SCBA electron-phonon self-energies: two linear branches and a zone-boundary phonon

Conventions. For an electron operator c, G^<(t) = i⟨c†(0)c(t)⟩ and G^>(t) = −i⟨c(t)c†(0)⟩, and functions of energy are F(E) = ∫(dt/ħ) e^{iEt/ħ} F(t). The spectral function is A = i(G^> − G^<) = 2πρ, and in equilibrium G^< = iAf and G^> = −iA(1−f), with f the Fermi function. The scattering rate in energy units is Γ = i(Σ^> − Σ^<) = −2 Im Σ^r. Densities of states are per spin.

General result

Let the electron couple with strength M to a phonon field φ of frequency ω and Bose occupation N. Its correlation functions are

D^>(t) = −i[(N+1)e^{−iωt} + N e^{iωt}], D^<(t) = −i[N e^{−iωt} + (N+1)e^{iωt}].

The self-consistent Born approximation (SCBA) keeps the exchange diagram with one free phonon line and the full electron line, Σ^≷(t) = iM² G^≷(t) D^≷(t). A factor e^{∓iωt} shifts the argument of G to E ∓ ħω, so

Σ^<(E) = M²[(N+1) G^<(E+ħω) + N G^<(E−ħω)],
Σ^>(E) = M²[(N+1) G^>(E−ħω) + N G^>(E+ħω)]. (1)

Σ^< fills E from above by emission and from below by absorption; Σ^> empties it. Write f± and A± for f and A at E ± ħω. In Γ the terms in A− add to (N+1)(1−f−) + N f− = N+1−f−, and those in A+ to N(1−f+) + (N+1)f+ = N+f+:

Γ(E) = 2πM²{[N+1−f(E−ħω)]ρ(E−ħω) + [N+f(E+ħω)]ρ(E+ħω)}. (2)

Γ is the sum of the out-rate iΣ^> and the in-rate −iΣ^<; Γ/ħ is the rate at which a small excess occupation of one state relaxes.

Let x = ħω/kT and ε = (E−μ)/kT. Suppose G^> = −e^{(E′−μ)/kT} G^< at every E′. With N+1 = e^x N,

Σ^>(E) = −M² e^ε[(N+1)e^{−x} G^<(E−ħω) + N e^x G^<(E+ħω)] = −e^ε Σ^<(E). (3)

The Keldysh equation G^≷ = G^r Σ^≷ G^a passes this ratio to the next G^≷, so detailed balance holds at every iteration, provided electrons and phonons share one temperature.

The model

A metallic nanotube has a right-moving and a left-moving branch in each of the valleys K and K′. A zone-boundary phonon of wavevector near ±Q, Q = K′−K, carries an electron between valleys. Keep backscattering alone. The smallest closed set is then one right-mover R in K, with energy ħvk, and one left-mover L in K′, with energy −ħvk, each k counted from its valley, in a tube of length ℒ:

H_ep = (M/√ℒ) Σ_{k,q} [c†_{L,k+q} c_{R,k} φ_q + h.c.], φ_q = b_{Q+q} + b†_{−Q−q}.

The phonon is dispersionless and M² has units eV² nm. The pair of left-mover in K and right-mover in K′ is an identical copy. The Hartree term vanishes, since ⟨c†_L c_R⟩ = 0.

Because M and ω do not depend on q, Σ_R is independent of k, and (1) holds with G replaced by the local function of branch L. For any Σ^r_L(E) with negative imaginary part and a symmetric, infinite cutoff,

g^r_L(E) = ∫(dk/2π) 1/[E + ħvk − Σ^r_L(E)] = −iπρ₀, ρ₀ = 1/(2πħv).

The self-energy shifts and broadens each k state but drops out of the sum. The lesser function closes too: ∫(dk/2π)|G^r|² = 2πρ₀/Γ, and (3) gives Σ^< = i fΓ, so g^< = 2πiρ₀f. The first iteration is thus the converged SCBA solution. With Γ₀ = 2πM²ρ₀ = M²/ħv,

iΣ^>/Γ₀ = (N+1)(1−f−) + N(1−f+), −iΣ^</Γ₀ = (N+1)f+ + N f−,

Γ(E)/Γ₀ = 2N+1 − (f− − f+) = coth(x/2) − sinh x/(cosh x + cosh ε). (4)

This is (2) with ρ = ρ₀. Far from μ the rate is Γ₀(2N+1). At μ it is 2Γ₀(N + f(μ+ħω)) = 2Γ₀/sinh x. At T = 0 it vanishes for |E−μ| < ħω, where Pauli blocking forbids emission.

The real part follows from analyticity in the upper half plane. The digamma function ψ(½ − iu/2π) has poles only at Im u < 0, and for real u its imaginary part is −(π/2)tanh(u/2). Since f− − f+ = ½[tanh((ε+x)/2) − tanh((ε−x)/2)],

Σ^r(E) = −(iΓ₀/2)coth(x/2) + (Γ₀/2π)[ψ(½ − i(ε−x)/2π) − ψ(½ − i(ε+x)/2π)]. (5)

As T → 0, Re Σ^r = (Γ₀/2π) ln|(E−μ−ħω)/(E−μ+ħω)|, whose slope at μ is −λ with λ = Γ₀/(πħω). At fixed E the pole of G^r_R lies at k = (E − Σ^r)/ħv, so |G^r_R|² decays along the tube over ℓ(E) = ħv/Γ(E).

Numbers

Take ħω = 180 meV, T = 300 K and a typical v = 8.0×10⁵ m/s, and choose M so that the spontaneous-emission length ħv/Γ₀ is 100 nm, an illustrative value for a tube of about 1.4 nm diameter. Then ħv = 0.527 eV nm, ρ₀ = 0.302 eV⁻¹ nm⁻¹, Γ₀ = 5.27 meV, ħ/Γ₀ = 125 fs, M² = 2.77×10⁻³ eV² nm, kT = 25.85 meV, x = 6.963, N = 9.47×10⁻⁴ and λ = 0.0093. The SCBA values of the model are:

E−μ (meV) | N+1−f− | N+f+ | Γ/Γ₀ | ℓ (µm)
−180 | 0.000948 | 0.501 | 0.502 | 0.199
0 | 0.00189 | 0.00189 | 0.00379 | 26.4
90 | 0.0308 | 0.000977 | 0.0318 | 3.15
180 | 0.501 | 0.000948 | 0.502 | 0.199
270 | 0.971 | 0.000947 | 0.972 | 0.103

The two brackets exchange roles under E−μ → μ−E. Below μ the large term is f+, the filling of a hole by an electron that emits a phonon; a rate built from out-scattering alone would miss it. At 90 meV, iΣ^> = 0.0308 Γ₀ and −iΣ^< = 0.000948 Γ₀. Their ratio is 32.5 = e^{x/2}, as (3) requires, and their sum is the tabulated Γ. At threshold (5) gives Re Σ^r = −2.3 meV.

What is left out

Finite band. If the linear branch ends at ±D, the local density of states at its centre is (2ρ₀/π)arctan(2D/Γ) ≈ ρ₀(1 − Γ/πD). For Γ = Γ₀ and an assumed D = 1 eV the change is 0.002.

Crossed diagrams. An electron line runs R, L, R, L, R, so its vertices alternate φ, φ†, φ, φ†. The crossed term of order M⁴ pairs φ with φ, and ⟨φφ⟩ = 0. The first crossed term is of order M⁶, nominally λ² ≈ 9×10⁻⁵ relative to Σ^r and larger near the logarithms of (5).

Phonon damping. This is the larger omission. A phonon of given q and energy Ω creates R-L pairs. The pair energy changes by 2ħv per unit k, so the golden rule gives a width M²/(2ħv) = Γ₀/2 per spin and copy, times the occupation difference of the two states. Two spins and two copies give a linewidth γ ≤ 2Γ₀ ≈ 11 meV, which rounds the thresholds. This is below kT at 300 K but sets their sharpness at low temperature. The accompanying real shift, the Kohn anomaly, is taken as included in ħω. Damping also gives the phonon a low-energy tail. With D^r = 2ħω/[Ω² − (ħω)² + iħωγ(Ω)], the spectral function −2 Im D^r is 4γ/(ħω)² for Ω ≪ ħω. For an electron at μ, with μ at the band crossing, the occupation difference is ½tanh(Ω/2kT) in both copies, so γ = Γ₀ tanh(Ω/2kT). Each Ω is weighted by 2/sinh(Ω/kT), as in (4) at ε = 0, and ∫₀^∞ tanh(s/2)/sinh s ds = 1, so

δΓ(μ) ≈ Γ₀ ∫₀^∞ (dΩ/2π) [4γ/(ħω)²] · 2/sinh(Ω/kT) = 4Γ₀²kT/[π(ħω)²] ≈ 0.005 Γ₀.

This estimate rivals the entry 0.00379. That entry is also sensitive to the input: ħω = 160 meV, another typical choice, raises it by a factor 2.2. The row at μ is thus an order of magnitude only, while the rows at and beyond threshold change at the per cent level.

All lengths above are the model's. In real tubes the low-bias length at room temperature is typically about a micrometre, set by acoustic modes that the model lacks, and lengths inferred at high bias are typically 10 to 15 nm, so the model's 100 nm is too long there by a factor of 7 to 10. Zone-centre optical modes add channels, and a driven mode is not thermal. Equations (1) and (2) still apply with N and f replaced by the actual occupations, so a hot mode raises the plateau Γ₀(2N+1), while the ratio (3) is lost.